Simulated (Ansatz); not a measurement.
# Gap of LiMgBN2 (I-4m2) under biaxial, uniaxial and hydrostatic strain with PBE, HSE06 and G0W0@PBE

The decision at hand is whether a strain tolerance for LiMgBN2 layers can be written as a limit on volume change, or whether the strain in the xy plane and the strain along z need separate limits. A volume limit would be simpler, but it is safe only if equal volume changes shift the gap equally, whatever the kind of strain. We compare the fundamental gap of four strained cells at three levels of theory. Strains and volume changes are measured from the unstrained cell, positive for expansion. The unstrained cell was also computed at all three levels, and its gap lies very close to that of the cell stretched along z alone. Volume turns out not to be enough; the in-plane strain is what counts.

## Systems and settings

Structures are cells described as 'relaxed with PBE or PBE+U in the database'. Ansatz 0.2.0, plane waves with PAW (wavefunction cutoff 420 eV), no spin polarisation. Each strain is applied to the cell (the percentage is the linear strain of the axes named; hydrostatic means all three), the extent of the cell along the other Cartesian axes held, ions relaxed with PBE. Levels, all three on every cell: semilocal functionals (gap from a band path, or from the mesh plus edge points), self-consistent hybrids (mesh plus edge points), and one-shot G0W0 by contour deformation with a screening cutoff of 140 eV and empty bands chosen to reach 140 eV, short of the basis limit, its correction on the mesh added to the start's gap over the zone. No spin-orbit coupling. The PAW files of Ansatz are those of its set soft_1.

Notes on method and selection:

- The G0W0 steps are scalar-relativistic: spin-orbit coupling is not in them.
- Band edges were sought on the mesh and at the high-symmetry points alone; a valley that lies between them, or moves off them under strain, can be missed.
- Runs that did not converge, have known faults or may not be shown are not listed, and runs on Ansatz's PAW sets soft_1 and soft_2 are kept to separate tables.

Columns:

- volume change (%): change of the cell volume from the unstrained cell.
- edges: k points of the valence and conduction edge (symmetry labels, or fractions of the reciprocal vectors of the cell).
- gap (eV): fundamental gap over the zone.

## Results

| member | level of theory | volume change (%) | edges | gap (eV) |
| --- | --- | --- | --- | --- |
| biaxial xy −1 % | PBE | −1.99 | M to Γ | 2.67 |
| uniaxial z +3 % | PBE | 3.00 | M to Γ | 2.60 |
| hydrostatic +1.5 % | PBE | 4.57 | M to Γ | 2.50 |
| hydrostatic +2 % | PBE | 6.12 | M to Γ | 2.47 |
| biaxial xy −1 % | HSE06 | −1.99 | M to Γ | 3.79 |
| uniaxial z +3 % | HSE06 | 3.00 | M to Γ | 3.71 |
| hydrostatic +1.5 % | HSE06 | 4.57 | M to Γ | 3.60 |
| hydrostatic +2 % | HSE06 | 6.12 | M to Γ | 3.57 |
| biaxial xy −1 % | G0W0@PBE | −1.99 | (-0.5, -0.5, -0.5) to Γ | 4.35 |
| uniaxial z +3 % | G0W0@PBE | 3.00 | (-0.5, -0.5, -0.5) to Γ | 4.26 |
| hydrostatic +1.5 % | G0W0@PBE | 4.57 | (-0.5, -0.5, -0.5) to Γ | 4.14 |
| hydrostatic +2 % | G0W0@PBE | 6.12 | (-0.5, -0.5, -0.5) to Γ | 4.10 |

Least-squares fits to the whole series, with x = volume change (%); R² and errors in the fitted variable (y, or ln y where the fit is in ln y):

| y | level of theory | members | fit | R² | rms residual | leave-one-out rms | the same for the mean of the others |
| --- | --- | --- | --- | --- | --- | --- | --- |
| gap (eV) | PBE | 4 | y = 2.633 − 0.02492 x | 0.91 | 0.024 | 0.071 | 0.11 |
| gap (eV) | HSE06 | 4 | y = 3.748 − 0.02755 x | 0.91 | 0.026 | 0.074 | 0.12 |
| gap (eV) | G0W0@PBE | 4 | y = 4.303 − 0.03104 x | 0.91 | 0.029 | 0.086 | 0.13 |

## Interpretation

The gap falls as the xy plane widens and hardly responds to stretching along z. The simplest model that carries this follows in four steps.

1. We assume small strains and band edges that stay at the same k points, as they do here: M for the valence edge and Γ for the conduction edge (the fractions in the G0W0@PBE rows denote a point equivalent to M). The gap is then linear in the strain.

2. All the strains applied keep x and y equivalent and contain no shear. Two strains therefore suffice, $e$ in the plane and $s$ along z, both in %:
$$E_g = E_0 + A\,e + C\,s$$

3. To first order the volume change is $2e + s$. Volume alone could predict the gap only if $A = 2C$.

4. The unstrained cell and the cell with $s = 3$ have nearly the same gap, so $C$ is close to zero. What remains is
$$E_g = E_0 + A\,e$$

The PBE rows show the difference between the two descriptions. From biaxial −1 % to uniaxial z +3 % the gap changes by 2.60 − 2.67 = −0.07 eV while the volume change rises by 4.99 points, a slope of −0.014 eV per % of volume. From there to hydrostatic +1.5 % it changes by 2.50 − 2.60 = −0.10 eV over only 1.57 points, a slope of −0.064. Against in-plane strain the same two steps give −0.07/1 = −0.07 and −0.10/1.5 = −0.067 eV per %, which agree within the rounding.

A possible cause lies in the structure. The linear N–B–N units stand along z, and widening the plane moves them apart sideways. If the conduction state at Γ is antibonding between neighbouring units and cations, it then comes down relative to the valence edge. The nearly constant gap under stretching along z means that both edges then move together, but it does not show why they do.

## Testing the model

We fix the model on biaxial xy −1 % ($e = -1$) and hydrostatic +2 % ($e = 2$), which lie 3 points of in-plane strain apart. The slopes $A$, in eV per % of in-plane strain, are

- PBE: (2.47 − 2.67)/3 = −0.0667
- HSE06: (3.57 − 3.79)/3 = −0.0733
- G0W0@PBE: (4.10 − 4.35)/3 = −0.0833

Two members are left for the test. The first is not fully independent, since it already served to argue that $C$ is close to zero; it still tests whether the gap is linear in the in-plane strain. Uniaxial z +3 % has $e = 0$, one point above the biaxial cell:

- PBE: 2.67 − 0.0667 × 1 = 2.60 eV; table 2.60
- HSE06: 3.79 − 0.0733 × 1 = 3.72 eV; table 3.71
- G0W0@PBE: 4.35 − 0.0833 × 1 = 4.27 eV; table 4.26

Hydrostatic +1.5 % has $e = 1.5$, which is 2.5 points above the biaxial cell:

- PBE: 2.67 − 0.0667 × 2.5 = 2.50 eV; table 2.50
- HSE06: 3.79 − 0.0733 × 2.5 = 3.61 eV; table 3.60
- G0W0@PBE: 4.35 − 0.0833 × 2.5 = 4.14 eV; table 4.14

The misses are 0.01 eV or less. For comparison, the mean of the two members that fix the PBE model, (2.67 + 2.47)/2 = 2.57 eV, misses the same two test cells by 0.03 and 0.07 eV.

A line in volume through the same two G0W0@PBE members has the slope (4.10 − 4.35)/8.11 = −0.0308 eV per %. For uniaxial z +3 % it gives 4.35 − 0.0308 × 4.99 = 4.20 eV, which is 0.06 eV too low. For hydrostatic +1.5 % it does well, because that cell is strained in the same way as one of the two members that fix the line.

## Departures from the trend

Largest departures from the fit to the whole series:

| member | level of theory | gap (eV) | fit | computed − fit | in rms residuals |
| --- | --- | --- | --- | --- | --- |
| uniaxial z +3 % | G0W0@PBE | 4.26 | 4.21 | +0.05 | 1.7 |
| uniaxial z +3 % | PBE | 2.60 | 2.56 | +0.04 | 1.7 |
| uniaxial z +3 % | HSE06 | 3.71 | 3.67 | +0.04 | 1.7 |
| hydrostatic +1.5 % | HSE06 | 3.60 | 3.62 | −0.02 | 0.8 |

The in-plane model leaves no departure above the rounding of the gaps. It is the volume line that breaks, and it does so at the cell stretched along z. That cell lies above the fit by 0.04 eV with PBE and HSE06 and by 0.05 eV with G0W0@PBE. The unstrained cell, with nearly the same gap but a smaller volume, lies below the fit. The assumption that fails is $A = 2C$, that a given volume change acts alike in every direction.

The R² of 0.91 hides this, because in these four cells volume and in-plane strain rise in the same order.

The in-plane model has limits of its own. Compression along z is not shown in the table, yet a film stretched in its plane and free to relax would normally contract along z. Shear and unequal strains along x and y would need further coefficients. A band valley away from the mesh and the high-symmetry points could also have been missed, and the gap would then be smaller than listed.

## Closing remarks

For in-plane strains from −1 to +2 % and stretches along z up to 3 %, the tolerance should be set on in-plane strain. Each 1 % of in-plane expansion lowers the gap by about 0.07 eV with PBE and HSE06 and 0.08 eV with G0W0@PBE.

The absolute gap is less certain than these shifts. Zero-point motion of the light atoms typically lowers the gap of such a nitride by a few tenths of an eV, comparable to the whole span of the G0W0@PBE gaps, 4.35 − 4.10 = 0.25 eV. Leaving it out makes the listed gaps too large. The PBE start of G0W0 tends to cause the opposite error, making wide gaps too small. Both errors should largely cancel between strained cells.
